## Examination: two errors in one table

Hf₂S is a metal, so some of its bands are only partly filled, and their energy is summed over a mesh of k points. The occupation width σ sets how gradually the filling drops from full to empty at the Fermi level. The table gives each result minus that of a reference with a finer mesh and σ = 0.1 eV.

Single-point PBEsol calculations on Hf₂S (P6₃/mmc, 6 atoms in the cell, 19.26 Å³ per atom) with Ansatz 0.2.0: plane-wave PAW, scalar-relativistic, no spin polarisation, 420 eV cutoff, Gaussian smearing, 6×6×2 k mesh. The reference uses a 12×12×4 mesh and a width of 0.1 eV. Energy is extrapolated to zero smearing, pressure is positive in compression, and force changes are per axis.

| occupation width (eV) | energy less reference (meV/atom) | free energy less reference (meV/atom) | pressure less reference (GPa) | largest force change (eV/Å) |
| --- | --- | --- | --- | --- |
| 0.01 | -2.74 | -1.49 | -0.087 | 0.0545 |
| 0.05 | -2.72 | -1.82 | -0.082 | 0.0467 |
| 0.1 | -2.93 | -2.83 | -0.072 | 0.0462 |
| 0.2 | -3.34 | -5.82 | -0.047 | 0.0370 |
| 0.4 | -2.58 | -17.6 | 0.084 | 0.0466 |

### Question 1. Which row shows the error of the mesh alone, and how large is it?

**Answer.** The row at 0.1 eV, because it shares the width of the reference and differs from it only in the mesh. The coarse mesh puts the energy 2.9 meV/atom too low and the pressure 0.07 GPa too low. The largest change in a force is 0.046 eV/Å.

**Remark.** Every other row mixes two changes. To see the width alone, compare it with the row at 0.1 eV instead of with zero.

### Question 2. At fixed mesh, why does the free energy fall steeply with width while the other energy hardly moves?

**Answer.** Smearing lifts some electrons from just below the Fermi level to just above it, which raises the internal energy. It also brings an entropy term, written $TS$ although no real temperature is meant, and the free energy is the internal energy minus this term. For a constant density of states the entropy term is twice the rise, so the free energy ends as far below the zero-width value as the internal energy lies above it. The mean of the two cancels the leading error, and that mean, the extrapolated energy, fills the first result column.

The table bears this out. Over all widths the free energy spreads by 16 meV/atom, the extrapolated energy by only 0.8 meV/atom. That small remainder goes up and down with width. It may come from the mesh or from higher-order terms, and these rows can't tell which.

**Remark.** At 0.01 eV the free energy seems to have a smaller error than the extrapolated energy. The reference is the reason: its own free energy is lowered by its width of 0.1 eV, and this hides part of the mesh error.

### Question 3. Estimate how far the free energy lies below the extrapolated energy at 0.4 eV.

**Answer.** The electrons affected lie within about σ of the Fermi level. Their number grows as $D\sigma$, where $D$ is the density of states, and each is shifted by an energy of order σ. The effect therefore grows as the square of the width. For Gaussian smearing and constant $D$, the integral gives

$$\tfrac12 TS = \tfrac14 D\sigma^2 .$$

In the reference calculation, at 0.1 eV, half of $TS$ is 1.27 meV/atom. Four times the width gives sixteen times the effect, about 20 meV/atom.

The table's own value follows from the last row. The two energy columns differ by 17.6 − 2.58 = 15.0 meV/atom, and adding back the 1.27 meV/atom contained in the reference gives 16.3 meV/atom. The estimate is a quarter too high, though it took nothing from this row.

**Remark.** The square law gives the right size, but $D$ is not constant. The value of $D$ implied by the coarse-mesh rows falls by more than half between 0.01 and 0.2 eV. At 0.01 eV the coarse mesh is the likely culprit. With the reference value of 0.51 states per eV and atom, its 72 k points place on average only about one level in a window of 0.01 eV, so the entropy term hangs on where single levels happen to fall. At larger widths a true variation of the density of states may play a part too. Telling the two apart would take fine-mesh runs at several widths.

### Question 4. Why does the pressure rise with width, and why does its error change sign?

**Answer.** Think of a free-electron gas in a box. In a larger box its levels lie closer together, so $D$ grows and smearing lowers the free energy more. The gas gains by expanding, which means that smearing adds a positive pressure. Bands in Hf₂S should behave alike, since they narrow as the atoms move apart, but the strength of the effect need not be that of free electrons.

If $D$ grows with volume as $V^g$, the added pressure is $g$ times half of $TS$ divided by the volume. A least-squares line through all five rows, with a constant that takes up the mesh error and the reference's own width, gives $g$ of about 1.25. Simple scaling gives 2/3 for free electrons and 5/3 for d bands, so the value is plausible for a compound whose metal has d electrons. It rests mostly on the widest smearing and assumes that the mesh error doesn't depend on the width.

The sign change follows. The mesh error is negative and the contribution of the width is positive, and by 0.4 eV the second has overtaken the first.

**Remark.** The extrapolation in Question 2 repairs the energy only. The pressure is minus the volume derivative of the free energy, so it keeps the error that the extrapolated energy has lost.

### Question 5. The energy error is smallest at 0.4 eV, the pressure and force errors at 0.2 eV. Should one of these widths be recommended?

**Answer.** No. In the pressure, the growing error of the width offsets part of the mesh error at 0.2 eV, which doesn't make the mesh any better. The energy error at 0.4 eV is still 2.6 meV/atom, and the gain over the next best row is only 0.14 meV/atom, well within the irregular scatter of the rows. The force error falls up to 0.2 eV and rises again at 0.4 eV, all on the same coarse mesh, so its lowest value is no sign of convergence either.

**Remark.** A converged result stays put when a setting is improved further. A small difference in a single row doesn't show that.

### Question 6. At 0.01 eV the pressure is wrong by only 0.09 GPa. Is the stress good enough to relax the cell?

**Answer.** Not if the shape of the cell is wanted accurately. Pressure is the mean of three stresses, and the same calculation shows that their errors differ in sign: +0.15 GPa for each of the two directions in the hexagonal plane and −0.57 GPa along $c$. The mean, (2 × 0.15 − 0.57)/3 = −0.09 GPa, hides the larger error. At the start of a relaxation this error pulls the $c$ axis in too strongly. With the stiffness usual for such compounds, one would expect $c$ to end a few tenths of a per cent too short.

**Remark.** This row differs from the reference in width as well as in mesh. On the coarse mesh, going from 0.01 to 0.1 eV moves the pressure by only 0.015 GPa, which points to the mesh as the main cause of the pressure error. The separate stresses confirm this. At 0.1 eV, where only the mesh differs from the reference, their errors are still +0.12 GPa in the plane and −0.46 GPa along $c$. The mesh therefore causes most of both errors, and there too they partly cancel in the mean.

### Question 7. What would change with a finer mesh at 0.4 eV, or with another element?

**Answer.** With a finer mesh the pressure error would probably grow. Relative to the row at 0.1 eV, the width of 0.4 eV adds 0.16 GPa, and at present the negative mesh error offsets about half of that. Remove the mesh error and the whole contribution of the width remains. This assumes that the two errors simply add, which no row tests.

Another element changes the effect of the width through $D$. A metal with twice the density of states at the Fermi level would have about twice the entropy term at the same width. An insulator whose gap is much wider than σ would have almost none, and its energy would be expected to converge faster with the mesh.

**Remark.** A different occupation rule is another way out. Methfessel–Paxton smearing is built to remove the error that grows as σ², in the free energy and hence also in forces and stresses. All rows here use Gaussian smearing, so the table doesn't show how well that works for Hf₂S.

### Question 8. Which digits can be trusted on the coarse mesh?

**Answer.** The extrapolated energy is good to about 3 meV/atom against the reference at every width tried, so its tenths of a meV carry no meaning. The pressure is good to about 0.1 GPa, but a single stress component can be off by several tenths. The forces on the Hf atoms are uncertain by about 0.05 eV/Å, roughly a quarter of their size in the reference, so even their first digit is in doubt. Those on the S atoms vanish by symmetry.

For practical work the order of steps matters. Refine the mesh first, because no width in the table removes its error. Then make the width small enough that the pressure no longer moves, and check the mesh again, because a sharper edge in the filling needs more k points. Compare extrapolated energies, never free energies taken at different widths.

**Remark.** These figures measure the distance to one finer mesh. Whether that mesh is itself converged would take a still finer one to show. Nor do they include any error from the PAW datasets, which were made for PBE and are used here with PBEsol.
